Squeeze a block of metal from the sides, gently enough that it would spring back, and it grows taller, but seldom by enough to keep its volume. What sets the amount, when the block is a crystal and the squeeze acts on atoms held by bonds? Platinum in a hexagonal close-packed cell lets one follow the answer bond by bond. Its atoms lie in flat close-packed layers, so a strain in the plane acts on the bonds within a layer and between layers, while a strain along the height acts only on the bonds between layers.

Hcp platinum, 2-atom cell (a = 2.761, c = 4.792 Å, not relaxed), with biaxial in-plane strains of -0.08, -0.04, 0, 0.04 and 0.08 in rows 1 to 5. Ansatz 0.2.0, plane-wave PAW, PBEsol, scalar-relativistic, no spin polarisation; cutoff 420 eV, k mesh 18×18×10, Gaussian smearing 0.15 eV. Free energies are relative to the unstrained cell; positive pressure means compression.

| strain zz | energy change row 1 (meV/atom) | energy change row 2 (meV/atom) | energy change row 3 (meV/atom) | energy change row 4 (meV/atom) | energy change row 5 (meV/atom) | pressure row 1 (GPa) | pressure row 2 (GPa) | pressure row 3 (GPa) |
| --- | --- | --- | --- | --- | --- | --- | --- | --- |
| -0.08 | 696.5 | 204.6 | 29.9 | 49.1 | 186.7 | 100.75 | 46.77 | 12.73 |
| -0.04 | 464.3 | 68.4 | -16.5 | 83.5 | 288.6 | 74.98 | 27.68 | -1.10 |
| 0 | 345.6 | 20.9 | 0.0 | 158.5 | 415.3 | 56.26 | 14.09 | -10.81 |
| 0.04 | 307.3 | 36.0 | 62.9 | 263.4 | 557.4 | 42.81 | 4.61 | -17.35 |
| 0.08 | 321.4 | 92.8 | 155.9 | 387.9 | 708.8 | 33.17 | -1.83 | -21.57 |

The five columns of energy change belong to five widths of the base. Rows 1 to 5 in their heads stand for in-plane strains of -0.08, -0.04, 0, 0.04 and 0.08, and the pressures are numbered in the same way. The strain zz, which runs down the table, is the relative change of the height. All energies are counted from the cell with both strains zero.

Read each energy column for its lowest value and the main trend appears. With the base squeezed by 0.08, the lowest entry lies at a height strain of 0.04; with a squeeze of 0.04 it lies at zero; with the base left alone it lies at -0.04. For the two widened bases the energy rises all the way down the column, so the best height is below the range. The narrower the base, the taller the crystal wants to be.

The two strains therefore do not act independently, and the table lets us see how strongly they are tied. Widening the base by 0.04 costs 158.5 meV per atom, and raising the height by 0.04 costs 62.9. Done together they cost 263.4, which is 42 more than the sum. Squeezing the base by 0.04 while raising the height by the same amount does the reverse: it comes out 48 meV per atom cheaper than the two separate changes added up.

Part of the reason is volume. Two strains of the same sign both swell the cell or both shrink it, whereas strains of opposite sign partly cancel in the volume. A dense metal resists compression strongly, because electrons crowded into less space gain kinetic energy. A crystal squeezed at the sides can relieve that crowding by growing taller.

To put a figure on the response, the best height can be located between the coarse points. I took the slope at the lowest point from all five energies of a column, and the curvature from the three energies around it. The best height strain is then about -0.032 for the unsqueezed base, 0.008 for the squeeze of 0.04 and 0.046 for the squeeze of 0.08. A plain parabola through three points moves the last value by only 0.003, which is small beside the shifts. Each unit of squeeze in the plane thus brings about one unit of growth in height.

That is only about half of what constant volume would need. The base has two directions, so its area shrinks by about two units for each unit of squeeze, and the height would have to grow by two. With the height held fixed, a squeeze of 0.08 takes away 15.4 % of the volume. If the height is free to find its best value at both ends of the change, the loss is 8.5 %, so a little under half of the lost volume is recovered.

What would bonds alone predict? Suppose that only nearest neighbours act, and that each pair has an energy that depends on its own distance and nothing else. Changing the height leaves the bonds within a layer untouched, since they lie flat. The energy is then lowest when the bonds between layers have their natural length, whatever the width of the base. Such a crystal would behave like a stack of hinged rods: push the feet together and the apex rises just enough to keep the rods the same length.

The geometry turns this picture into a number. If $a$ is the edge of the base and $c$ the full height of the cell, which spans two layer spacings, the length $b$ of a bond between layers follows from

$$b^2=\frac{a^2}{3}+\left(\frac{c}{2}\right)^2 .$$

At the best height of the unsqueezed base, $b$ is 2.814 Å, and this sets the length of the rods. Squeezing the base by 0.08 shortens $a$ from 2.761 to 2.540 Å. Keeping $b$ fixed then requires

$$\frac{c}{2}=\sqrt{2.814^2-\frac{2.540^2}{3}}\ \text{Å}\approx 2.40\ \text{Å}.$$

Half the undisturbed height is $4.792/2=2.396$ Å, so the predicted height strain is only about 0.002. The energies of the squeezed column played no part in this prediction, and they put the best height at 0.046. Measured from the common starting point of -0.032, the crystal grows more than twice as much as the rods allow. The picture gets the direction right and misses more than half of the effect. It fails in a second way too. At that starting point the bonds within a layer, 2.761 Å, are shorter than the rods and should push outwards, yet the pressure there is negative, so the plane is under tension.

The failure is instructive because it shows what the bonds really do. As the base is squeezed by 0.08, the best length of a bond between layers grows from 2.814 to 2.904 Å. The bonds within the layer become shorter and those between layers become longer. An atom pressed by its neighbours at the sides pushes its neighbours above and below farther away.

This is how metallic bonding is expected to behave. A platinum atom shares its electrons with all its neighbours at once, and the bonding gained from each neighbour shrinks as the surroundings become more crowded. The repulsion between two atoms, by contrast, depends mainly on their own distance. When the neighbours in the layer move closer, those above and below are held less firmly but repelled as much as before, so they settle farther out. The energies agree with this account without proving it, since pair forces reaching beyond the nearest neighbours could also lengthen these bonds, and the table can't separate the two. Nor would crowding among nearest neighbours alone be expected to explain why this crystal prefers shorter bonds within its layers than between them.

Why, then, does the crystal not grow until its whole volume is restored? Because it resists a change of shape as well. Take the cell with the base squeezed by 0.04 and the height raised by 0.08. Its volume is $0.96^2\times1.08=0.995$ of the undisturbed one, almost no change, yet it lies 92.8 meV per atom higher. Restoring the volume leaves the short bonds in the plane as short as they were and stretches the others still further, so the best height is a compromise between crowding and distortion.

Engineers express this compromise as Poisson's ratio $\nu$. For a material with equal properties in all directions, squeezed along two axes and free along the third, the growth in height per unit of squeeze is $2\nu/(1-\nu)$. The calculated growth of 0.98 gives $\nu=0.98/(2+0.98)\approx0.33$. A ratio of zero, close to that of cork, would mean no growth at all, and one half, close to that of rubber, would mean constant volume. The value here is an effective one for large strains of a hexagonal crystal, not a handbook constant for platinum, whose stable form is face-centred cubic.

The negative energy in the table looks odd at first. It belongs to the unsqueezed base with the height reduced by 0.04, at -16.5 meV per atom. The cell that serves as zero was not relaxed with this functional, and its pressure of -10.81 GPa shows that it is under tension. It is too large, so shrinking it a little lowers the energy; this is a matter of the chosen zero, not a sign that the crystal is unstable.

The pressures hold a second surprise. In the most strongly squeezed column the energy is lowest near a height strain of 0.04, where the pressure is still 42.81 GPa. Pressure here is the average over three directions, and a best height removes the stress along only one of them. The base is still held narrow by force, and at the best height the two directions in the plane carry the whole load, about 60 GPa each.

The same averaging can hide a strained crystal behind a pressure near zero. The cell with the negative energy has a pressure of -1.10 GPa. The tall, narrow cell with 92.8 meV per atom has -1.83 GPa, hardly different, although it lies far higher in energy. From the slope of its energy along the height, this second cell is pulled along its axis by roughly 20 GPa; the pressure then implies a squeeze of about 7 GPa along each direction of the base. Two squeezes and one pull nearly cancel in the average, but the bonds feel each of them.

The columns also differ in how sharply they bend. In every column the change from one energy step to the next becomes smaller as the height grows, and at any given height it becomes smaller as the base widens. Short bonds are stiff because repulsion rises steeply, while long bonds are softer because that repulsion has weakened. This is part of why the most widened column climbs almost in a straight line towards its tall end, and the most squeezed one begins with a steep fall. Bond length is not the whole story, though. At a height strain of -0.04 the widest base has bonds of 2.873 Å between layers, and its energy step changes by 24.8 meV per atom. At 0.04, just below the best height where they measure 2.904 Å, the narrowest base has slightly longer bonds, yet its step changes by 52.4. On a wide base these bonds lie flatter and feel less of a change in height, which accounts for some of the difference.

With the base widened by 0.04, the best height moves farther than the squeezed bases would suggest, and so runs out of the table. At the pace set by those bases, the minimum would lie near a height strain of -0.07, just inside the range. The energy is in fact still falling towards smaller heights at -0.08, so the minimum has moved farther than that. One reason is that the tie between the two strains is stronger at small heights. Widening the base by 0.04 adds 58.5 meV per atom to the energy step between height strains of -0.04 and 0, but 80.8 to the step between -0.08 and -0.04. A lower crystal is also stiffer along its height, but the wider base softens it again, so the stronger tie can shift the lowest point farther. The slope left at -0.08 is small, 2.6 meV per atom for each 0.01 of height strain. Set against the 40.6 by which the energy step changes near there, it points to a minimum near -0.09, an extrapolation just beyond the table.

For anyone modelling a film clamped to a base of another width, the lesson is to let the thickness adjust. With the height held at -0.04, near the best value for the unsqueezed base, the squeeze of 0.08 brings the energy to 464.3 meV per atom; at a height strain of 0.04 it is only 307.3. A face-centred cubic film with the same close-packed layers parallel to its surface should respond in a similar way, though not necessarily by the same amount: each atom again has six neighbours in its layer and three in each adjacent one. The stacking differs, but the crowding that pushes the layers apart should be similar.
